# Vanishing curvature and the failure of ionisation-potential tuning in the bulk limit

Hartree atomic units are used in the derivation, eV and Å in the illustration. Nuclei are fixed. The variable $x$ comprises position and spin, $\langle a|K|b\rangle=\iint a(x)K(x,x')b(x')$, and $v=1/|\mathbf r-\mathbf r'|$.

## Statement

Let $f$ be the occupation of a frontier spin orbital $\phi_i$ with density $n_i=|\phi_i|^2$, let $C=d^2E/df^2$, $I=E(N-1)-E(N)$, $A=E(N)-E(N+1)$, and let $\varepsilon_H,\varepsilon_L$ be the highest occupied and lowest empty eigenvalues at $N$ electrons.

**(a)** With the Hartree-exchange-correlation kernel $K=v+f_{xc}$ and the interacting response $\chi$ at fixed occupations,
$$C=\langle n_i|K+K\chi K|n_i\rangle .\tag{1}$$

**(b)** The tuning residual $J$ and the gap obey
$$J\equiv\varepsilon_H+I=\int_0^1 fC_H\,df,\qquad I-A=\varepsilon_L-\varepsilon_H+J+\int_0^1(1-f)C_L\,df.\tag{2}$$

**(c)** For an orbital spread over the whole system, $C$ falls as $1/R$ in a crystallite of radius $R$ ($6/5R$ for an unscreened uniform sphere), as $\ln L/L$ in an isolated chain of length $L$, and, for semilocal functionals in a neutralised periodic cell, as the inverse cell volume $1/\Omega$.

**(d)** As long as the carrier stays delocalised, $J\to0$ for every functional parameter, while $\varepsilon_H$ and the gap keep an order-one dependence on it. The condition $J=0$ then fixes no bulk parameter, and $I-A$ tends to the eigenvalue gap of the same functional.

## Premises

- **P1.** $E$ is a Kohn–Sham or generalised Kohn–Sham functional of orthonormal orbitals and occupations, minimised over the orbitals, and twice differentiable in $f$ on $0<f<1$.
- **P2.** The one-electron operator is continuous as $N$ crosses the integer, as for LDA, GGA, and meta-GGAs and hybrids with their non-multiplicative operators.
- **P3.** The system consists of $N_c$ cells of an insulator, and the removed or added electron is spread over all of them, so $n_i/n\sim1/N_c$.
- **P4.** The kernel is the Coulomb term, a Fock term $-w_x$ with $0\le w_x\le v$, and a part of microscopic range.

For the exact ensemble energy $E$ is linear between integers (Perdew, Parr, Levy and Balduz, 1982), so $C=0$ and $J=0$. Tuning imposes $J=0$ on an approximate functional.

## Proof

### 1. Curvature

Take a density functional first, $n=\sum_jf_j|\phi_j|^2$. Since $E$ is stationary under orbital rotations, only the explicit dependence on $f_i$ survives in the first derivative, $dE/df_i=\langle\phi_i|\hat h|\phi_i\rangle=\varepsilon_i$ (Janak, 1978). The Hellmann–Feynman theorem for $\hat h$ gives
$$C=\frac{d\varepsilon_i}{df_i}=\Big\langle\phi_i\Big|\frac{dv_{Hxc}}{df_i}\Big|\phi_i\Big\rangle=\langle n_i|K|\dot n\rangle,\qquad \dot n=\frac{dn}{df_i}.$$
The density changes directly by $n_i$ and indirectly because all orbitals respond to the potential change $K\dot n$:
$$\dot n=n_i+\chi_sK\dot n,\qquad \chi_s(x,x')=\sum_{j\ne k}\frac{f_j-f_k}{\varepsilon_j-\varepsilon_k}\,\phi_j^*(x)\phi_k(x)\phi_k^*(x')\phi_j(x').$$
Hence $\dot n=(1-\chi_sK)^{-1}n_i$. With $\chi=(1-\chi_sK)^{-1}\chi_s$ one has $(1-\chi_sK)^{-1}=1+\chi K$, which proves (1). At a stable minimum $\chi$ is negative semidefinite, so relaxation lowers $C$ below the frozen value $\langle n_i|K|n_i\rangle$. For orbital functionals the same steps hold with the density matrix in place of $n$. The Fock energy $-\frac12\sum_{jk}f_jf_k(jk|w_x|kj)$ over like spins then adds $-\langle n_i|w_x|n_i\rangle$ to the frozen value.

### 2. Residual and gap

By Janak's theorem $I=-\int_0^1\varepsilon_H(f)\,df$ with $\varepsilon_H(f)=\varepsilon_H(1)-\int_f^1C_H\,df'$. Exchanging the order of integration gives $I=-\varepsilon_H(1)+\int_0^1fC_H\,df$. Likewise $A=-\varepsilon_L(0^+)-\int_0^1(1-f)C_L\,df$. By P2, $\varepsilon_L(0^+)$ is the empty level of the $N$-electron calculation, and subtraction gives (2). For constant curvature $J=C_H/2$ and $I-A=\varepsilon_L-\varepsilon_H+(C_H+C_L)/2$.

### 3. Short-range terms

A kernel of microscopic range contributes $\int n_i^2\times$(cell-scale strength). By P3, $n_i\sim1/N_c$ in each of $N_c$ cells, so the term is of order $N_c\cdot N_c^{-2}=1/N_c$. The same count holds for the interband response to the part of $Kn_i$ that varies on the cell scale. The Fock operator of $\phi_i$ couples a valence state at wavevector distance $q$ from $\phi_i$ to the conduction state of the same wavevector with a matrix element $\propto q\,w_x(q)/N_c$, because the interband overlap is linear in $q$. The sum of squares, $N_c^{-1}\int d^dq\,q^2w_x(q)^2$, converges at small $q$ for $w_x\sim q^{-2}$ in $d=3$ and for $w_x\sim\ln(1/q)$ in $d=1$, and is again of order $1/N_c$. Only the long-range Coulomb and Fock terms and macroscopic polarisation can fall more slowly.

### 4. Crystallite

A unit charge spread uniformly over a sphere of radius $R$ has the inner potential $(3R^2-r^2)/2R^3$, so
$$\langle n_i|v|n_i\rangle=\int_0^R\frac{3r^2}{R^3}\,\frac{3R^2-r^2}{2R^3}\,dr=\frac{6}{5R},$$
twice the electrostatic self-energy. Interband relaxation acts as a dielectric constant $\epsilon$ inside the sphere. Then $C=\int\mathbf E\cdot\mathbf D\,d^3r/4\pi$ with $D=r/R^3$ inside and $1/r^2$ outside:
$$C=\frac1{5\epsilon R}+\frac1R .\tag{3}$$
Screening moves charge to the surface but cannot remove the outer field, so the $1/R$ law survives any $\epsilon$.

### 5. Chain

Write $n_i$ as an envelope $g(z)$ on $0<z<L$, normalised to one, times a cell-scale factor, and represent the transversely averaged interaction by $w(s)=(s^2+a^2)^{-1/2}$. With $u=s/L$, $b=a/L$ and the autocorrelation $P(u)=L\int g(z)g(z+uL)\,dz$,
$$C=\frac2L\int_0^1\frac{P(u)\,du}{\sqrt{u^2+b^2}}=\frac2L\Big[p\ln\frac{2L}{a}+\int_0^1\frac{P(u)-p}{u}\,du\Big]+o(1/L),\tag{4}$$
where $p=P(0)=L\int g^2dz$. The second form follows by adding and subtracting $p$, using $\operatorname{arsinh}(1/b)\to\ln(2/b)$, and setting $b=0$ in the convergent remainder. The Cauchy–Schwarz inequality gives $p\ge1$.

For a uniform envelope $P=1-u$, and exactly
$$C_u=\frac2L\Big[\operatorname{arsinh}\frac La-\sqrt{1+b^2}+b\Big]\to\frac2L\Big[\ln\frac{2L}a-1\Big].\tag{5}$$
For the band-edge state of a long chain with closed ends, $g=(2/L)\sin^2(\pi z/L)$,
$$P=(1-u)\big(1+\tfrac12\cos2\pi u\big)+\frac{3}{4\pi}\sin2\pi u,\qquad p=\tfrac32,$$
$$C_s\to\frac3L\Big[\ln\frac{2L}a-\kappa\Big],\qquad \kappa=\frac23\Big[1+\tfrac12\mathrm{Cin}(2\pi)-\frac{3}{4\pi}\mathrm{Si}(2\pi)\Big]=1.2535,\tag{6}$$
with $\mathrm{Cin}(y)=\int_0^y(1-\cos t)\,dt/t$ and $\mathrm{Si}(y)=\int_0^y\sin t\,dt/t$. The $1/N_c$ terms of step 3 add a constant to the bracket, which is absorbed by reading $a$ as an effective length.

*Longitudinal screening.* A polarisability $\alpha'$ per unit length gives the induced charge $-\alpha'q^2\varphi(q)$ in a potential $\varphi$. Since $w(q)=2K_0(|q|a)$, with $K_0$ the modified Bessel function,
$$\epsilon(q)=1+2\alpha'q^2K_0(|q|a)\to1\quad(q\to0).\tag{7}$$
For the $\sin^2$ envelope $q_{rms}^2=\int g'^2dz/\int g^2dz=4\pi^2/3L^2$, so $q_{rms}=3.63/L$, and the relative reduction of $C$ is of order $\alpha'\ln L/L^2$. The logarithm is unscreened.

### 6. Envelope relaxation

At $f<1$, $\chi_s$ also couples $\phi_i$ to the filled states of its band, with weight $1-f$ and level spacings of order $L^{-2}$. This is not a small perturbation at large $L$ and is treated variationally. Remove the electron from a normalised combination $\phi$ of valence states with envelope $g$. To second order in the removed density, higher orders being local and of order $N_c^{-2}$,
$$J=\min_g\big\{T[g]+\tfrac12C[g]\big\},\qquad T[g]=\varepsilon_H-\langle\phi|\hat h|\phi\rangle\ge0,\tag{8}$$
where $C[g]$ contains interband relaxation only. If $C[g]\ge0$ for all $g$ (the convex case), then $\frac12\min_gC[g]\le J\le\frac12C[g_H]$, with $g_H$ the envelope of the neutral HOMO, for which $T=0$. Both bounds scale as in steps 4 and 5. In the chain $T\sim L^{-2}$ loses against $C$, the hole flattens, and the coefficient of $\ln L/L$ in $2J$ moves from 3 towards the minimum $2p=2$.

### 7. Neutralised periodic cell

In a supercell of volume $\Omega$ the frontier orbital is a Bloch state, $n_i=\Omega^{-1}\sum_{\mathbf G}\rho_{\mathbf G}e^{i\mathbf G\cdot\mathbf r}$, where $\mathbf G$ runs over the reciprocal lattice of the primitive cell and $\rho_{\mathbf G}$ does not depend on $\Omega$. The compensating background removes $\mathbf G=0$:
$$\langle n_i|v|n_i\rangle=\frac1\Omega\sum_{\mathbf G\ne0}\frac{4\pi|\rho_{\mathbf G}|^2}{G^2}.\tag{9}$$
The perturbation $Kn_i$ is lattice periodic, conserves wavevector and causes only interband response, so by step 3 a semilocal functional has $C\propto1/\Omega$, which is $L^{-3}$ for a cube of edge $L$. For a chain in a cell of fixed cross-section $S$, $\Omega=SL$, and the terms with $G_z=0$ give $L^{-1}\int2\,dG/G\approx L^{-1}\ln(S/a^2)$: the decay is $1/L$, with the logarithm cut off by the image chains. Unscreened Fock exchange has its own $q=0$ singularity, and the Madelung-type term that replaces it gives a negative curvature of order $1/L$ in a cube.

Steps 3 to 7 prove (c). Inserted in (2) they give $J\to0$ and $I-A\to\varepsilon_L-\varepsilon_H$.

### 8. Tuning the range-separation parameter

Take the long-range corrected form, $w_x=\operatorname{erf}(\omega r)/r$, with semilocal exchange for the remainder.

*The eigenvalues depend on $\omega$ at order one.* For $\omega$ small against the local Fermi wavevector, $w_x\approx2\omega/\sqrt\pi$ over the semilocal exchange hole, which holds one electron. The semilocal exchange that is removed is therefore $-\omega N/\sqrt\pi$, and all levels rise by $\omega/\sqrt\pi$. In a long chain ($\omega L\gg1$) the Fock term shifts band $m$ at its edge $k_0$ by $-\int\frac{dq}{2\pi}w_x(q)\,|\langle u_{mk_0}|u_{v,k_0+q}\rangle|^2$, with $u$ the periodic parts of the Bloch states and $v$ the valence band. Let $O_{vv}$ and $O_{cv}$ be these squared overlaps for the valence and conduction edges. At $q=0$ they are 1 and 0. Define the coherence length by $O_{vv}-O_{cv}=1-\xi^2q^2/2+\dots$ Using $\int\frac{dq}{2\pi}w_x(q)=w_x(0)$, $\int\frac{dq}{2\pi}q^2w_x(q)=-w_x''(0)$ and $w_x(s)=\frac{2\omega}{\sqrt\pi}(1-\omega^2s^2/3+\dots)$, one finds to first order in the change of the operator
$$\Delta\varepsilon_H\approx-\frac{\omega}{\sqrt\pi},\qquad \Delta(\varepsilon_L-\varepsilon_H)\approx\frac{2\omega}{\sqrt\pi}\Big(1-\frac{\omega^2\xi^2}{3}\Big).\tag{10}$$
Neither depends on $L$.

*The residual in the chain.* Hartree and Fock terms leave $\operatorname{erfc}(\omega r)/r$ with $r=\sqrt{s^2+a^2}$. For $\omega L\gg1$ this kernel is short on the scale of $g$, so $P(u)\to p$ in (4), and $s=a\sinh t$ gives $C=(2p/L)\,\mathcal S(\omega a)$ with $\mathcal S(y)=\int_0^\infty\operatorname{erfc}(y\cosh t)\,dt$. Differentiating, and substituting $\sinh t$ as the variable,
$$\mathcal S'(y)=-\frac{2}{\sqrt\pi}\int_0^\infty\cosh t\;e^{-y^2\cosh^2t}dt=-\frac{e^{-y^2}}{y},$$
so $\mathcal S=\frac12E_1(y^2)$ with $E_1(y)=\int_y^\infty e^{-t}dt/t$. Here $a$ is the bare transverse size, and the short-range terms of step 3 are written separately as $-pD(\omega)/L$:
$$C=\frac{p}{L}\,c(\omega),\qquad c=E_1(\omega^2a^2)-D(\omega),\qquad \frac{\partial J}{\partial\ln\omega}\Big|_D=-\frac pL\,e^{-\omega^2a^2}.\tag{11}$$
For all $\omega$ with $c>0$, $J$ and its slope vanish as $1/L$. A root, where one exists, approaches the zero $\omega_c$ of $c$, but any finite tolerance on $J$ admits an ever wider range of $\omega$ below it, over which (10) changes by a fixed amount.

*The residual in the crystallite.* For $\omega R\gg1$ the Fock term subtracts $6/5R$ from (3), up to the remainder $\Omega^{-1}\int\operatorname{erfc}(\omega r)\,d^3r/r=\pi/\omega^2\Omega$ and a cross term between polarisation and exchange response, bounded by the geometric mean of $R^{-1}$ and $R^{-3}$. The uniform trial envelope gives $C=-(1-1/\epsilon)/5R<0$. For $\omega R\ll1$ the Fock term is $-2\omega/\sqrt\pi$, negligible against $1/R$, and $C>0$. At fixed $\epsilon$, $R\,C[g]$ depends on $\omega R$ only and decreases with it, since $\partial w_x/\partial\omega$ is a Gaussian and hence a positive kernel. As $T\sim R^{-2}$ drops out for envelopes of size $R$, the root lies at fixed $\omega R$. The tuned $\omega$ falls as $1/R$, and the tuned functional reverts to its semilocal limit. The root is set by the field in the vacuum and at the surface, not by the bulk screened interaction $1/\epsilon r$. This completes (d).

## Range of validity

- **Concave functionals.** If $c<0$, P3 fails by itself. A hole of charge $\eta=1-f$ with envelope width $\ell$ costs $\eta\tau/\ell^2-\eta^2|\tilde c|/2\ell$, where $\tau\sim1/m^*$ and $\tilde c$ is $c$ times a shape factor. The minimum lies at $\ell=4\tau/\eta|\tilde c|$ with energy $-\eta^3\tilde c^2/16\tau$. For $L>\ell$ the hole localises even at fixed nuclei and $J\to-\tilde c^2/16\tau\neq0$. In an infinite chain $J=0$ therefore holds for all $\omega\le\omega_c$ and yields an inequality only. In a crystal the same occurs when the long-range Fock fraction exceeds $1/\epsilon$. For such functionals the result holds only on the symmetry-constrained delocalised solution. The size laws of (c) for crystals were analysed by Vlček and co-workers (2015), and localisation in chains by Vlček and co-workers (2016).
- **Localised orbitals.** Defect levels, polarons, Wannier functions and the projectors of DFT+U have a fixed size and finite curvature. Linearity conditions imposed on them remain informative.
- **Derivative discontinuity.** If P2 fails, as for exact Kohn–Sham theory or the optimised effective potential, $\varepsilon_L(0^+)=\varepsilon_L+\Delta_{xc}$ and $I-A\to\varepsilon_L-\varepsilon_H+\Delta_{xc}$.
- **Degenerate band edges and metals** need a matrix of curvatures. The power counting for an insulator is unchanged. Step 3 assumes a gap.
- **Asymptotics.** Equation (6) needs $L\gg\xi,a$; (11) needs $\omega L\gg1$; (10) needs $\omega\xi<1$.

## Illustration: a rigid polyacetylene-like chain

Approximate inputs: repeat length 2.46 Å per C$_2$H$_2$ cell, $a\approx1.0$ Å, longitudinal polarisability about 20 Å$^3$ per cell ($\alpha'=8.1$ Å$^2$), $\xi\approx9$ Å (17 bohr), $m^*\approx0.1\,m_e$. Curvatures are multiplied by $e^2/4\pi\epsilon_0=14.40$ eV Å. For a semilocal functional, from (5) to (7):

| $N_c$ | $L$ (Å) | $C_s$ (eV) | $C_u$ (eV) | $\epsilon(q_{rms})-1$ |
|---|---|---|---|---|
| 25 | 61.5 | 2.5 | 1.8 | 0.17 |
| 100 | 246 | 0.87 | 0.61 | 0.015 |
| 400 | 984 | 0.28 | 0.19 | 0.0013 |

The bracket in (6) grows from 3.56 to 6.33 along the table, which is the logarithmic slowing of the decay. A factor of two in the effective $a$ shifts it by $\ln2$, that is 19 % at 25 cells and 11 % at 400, so two figures are the most the model supports. Longitudinal screening is of similar size at 25 cells and negligible beyond 100. At 25 cells the confinement energy $\pi^2\hbar^2/2m^*L^2=0.10$ eV is already below $\frac12(C_s-C_u)=0.35$ eV, so the cation envelope flattens and $2J$ lies roughly between the two columns. At 400 cells $J\approx0.10$ to $0.14$ eV, and for similar electron and hole envelopes $I-A$ exceeds the semilocal eigenvalue gap by only 0.19 to 0.28 eV.

Now let $\omega$ double from 0.02 to 0.04 bohr$^{-1}$ ($1/\omega$ from 26 to 13 Å), taken to lie on the convex side. Since $\omega a\ll1$, (11) gives $\Delta J=-p\ln2\,(14.40\ \text{eV Å})/L$. Its magnitude is 0.041 ($p=1$) to 0.061 eV ($p=3/2$) at 100 cells and 0.010 to 0.015 eV at 400 cells. The change of $D(\omega)$, which the model does not supply, enters at the same order $1/L$. Over the same interval (10) lowers $\varepsilon_H$ by 0.31 eV and opens the gap by 0.61 eV at leading order. The terms $\omega^2\xi^2/3$, equal to 0.04 and 0.15, reduce the opening to 0.45 eV, and their size shows that the estimate is good to tens of per cent only. At 400 cells a gap change of about half an eV is thus matched by a change of the tuning residual of one or two hundredths of an eV.

These numbers describe an isolated chain with fixed nuclei. In solid polyacetylene neighbouring chains screen the Coulomb tail, so the curvatures above are too large by a large factor, of the order of the dielectric constant, and lattice relaxation binds added charge in solitons or polarons, for which P3 does not hold.